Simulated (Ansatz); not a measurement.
Computed with DFT PBE, scalar-relativistic, plane waves, PAW (Ansatz 0.2.0). All cells share a 420 eV cutoff and Γ-centred k meshes spaced about 0.3 Å⁻¹ or finer (0.25 for metals, 2π included). No spin polarisation.

Relaxed forms of BF:

Cell 1.

Space group Cmcm (No. 63). a = 2.435 Å, b = 11.857 Å, c = 3.085 Å, α = 90.00°, β = 90.00°, γ = 90.00°
| atom | site | symmetry | x | y | z |
| --- | --- | --- | --- | --- | --- |
| B | 4c | m2m | 0.5000 | 0.9659 | 0.2500 |
| F | 4c | m2m | 0.0000 | 0.8811 | 0.2500 |

Cell 2.

Space group P-1 (No. 2). a = 3.102 Å, b = 4.904 Å, c = 6.884 Å, α = 88.05°, β = 79.77°, γ = 72.03°
```json
{"atom": "B", "site": "2i", "symmetry": "1", "x": "0.7370", "y": "0.9741", "z": "0.0644"}
{"atom": "B", "site": "2i", "symmetry": "1", "x": "0.0410", "y": "0.3559", "z": "0.0791"}
{"atom": "F", "site": "2i", "symmetry": "1", "x": "0.6760", "y": "0.9400", "z": "0.2608"}
{"atom": "F", "site": "2i", "symmetry": "1", "x": "0.9535", "y": "0.3854", "z": "0.2720"}
```

Cell 3.

Space group Amm2 (No. 38). a = 3.136 Å, b = 7.100 Å, c = 9.021 Å, α = 90.00°, β = 90.00°, γ = 90.00°
```tsv
atom	site	symmetry	x	y	z
B	4e	m..	0.5000	0.7026	0.0662
B	4d	m..	0.0000	0.7844	0.1140
F	4d	m..	0.0000	0.7117	0.7719
F	2b	mm2	0.5000	0.5000	0.0108
F	2a	mm2	0.0000	0.5000	0.5571
```

Problem. Order them by Kohn–Sham gap, widest first, and say which is lowest in energy.

Solution. Gaps on the mesh: 1.52 eV for cell 1, 0.63 eV for cell 3, none for cell 2. Lowest in energy is cell 2; cell 1 lies 208 meV/atom higher and cell 3 lies 316 meV/atom higher. The widest gap doesn't belong to the lowest form. Counting F atoms around B (those within 1.25 times the shortest such distance or 1.15 times the sum of covalent radii; a plus sign parts nearer from farther groups; a slash parts the counts of unlike sites): cell 1 (Cmcm, 11.1 Å³/atom) has B 2 and B–B chains (shortest 1.74 Å); cell 2 (P-1, 12.3 Å³/atom) has B 1 and B–B nets (shortest 1.74 Å); cell 3 (Amm2, 12.6 Å³/atom) has B 1/1+1 and B–B chains (shortest 1.73 Å).

Gaps are read on each cell's k mesh and can be smaller between its points; Kohn–Sham gaps at this level usually fall short of measured ones, and a small gap can close altogether. No dispersion correction is applied, so the spacing and binding between layers, chains or molecules are poorly described (Cmcm, P-1, Amm2), and this can change margins and order among such cells. With atoms moved at random, cell 2 came back. Cell 1 and cell 3 had no clear such test and can be saddle points. Some types were kept out of the candidates beforehand, so the set may lack a known form.

The gaps follow how well each framework satisfies boron's electron deficiency. In the Cmcm form every fluorine bridges two borons of neighbouring chains, and its lone-pair donation completes the boron octet. Bonding and antibonding states are then well separated, giving the 1.52 eV gap. In the Amm2 form half the borons have only one fluorine and keep a formally empty p orbital, which probably supplies the low-lying conduction states behind the narrower gap. The P-1 net has more short B–B contacts than electron pairs to fill them, so delocalised, partly filled boron bands are the likely reason that no gap appears.

The energies follow a different balance. Terminal B–F bonds, strengthened by π donation, and extra B–B bonding probably favour the P-1 net over fully bridged Cmcm. Terminal fluorine alone can't set the order, however, since Amm2 has some and still lies highest. Being lowest among these forms doesn't show that solid BF would resist disproportionation into boron and boron trifluoride.
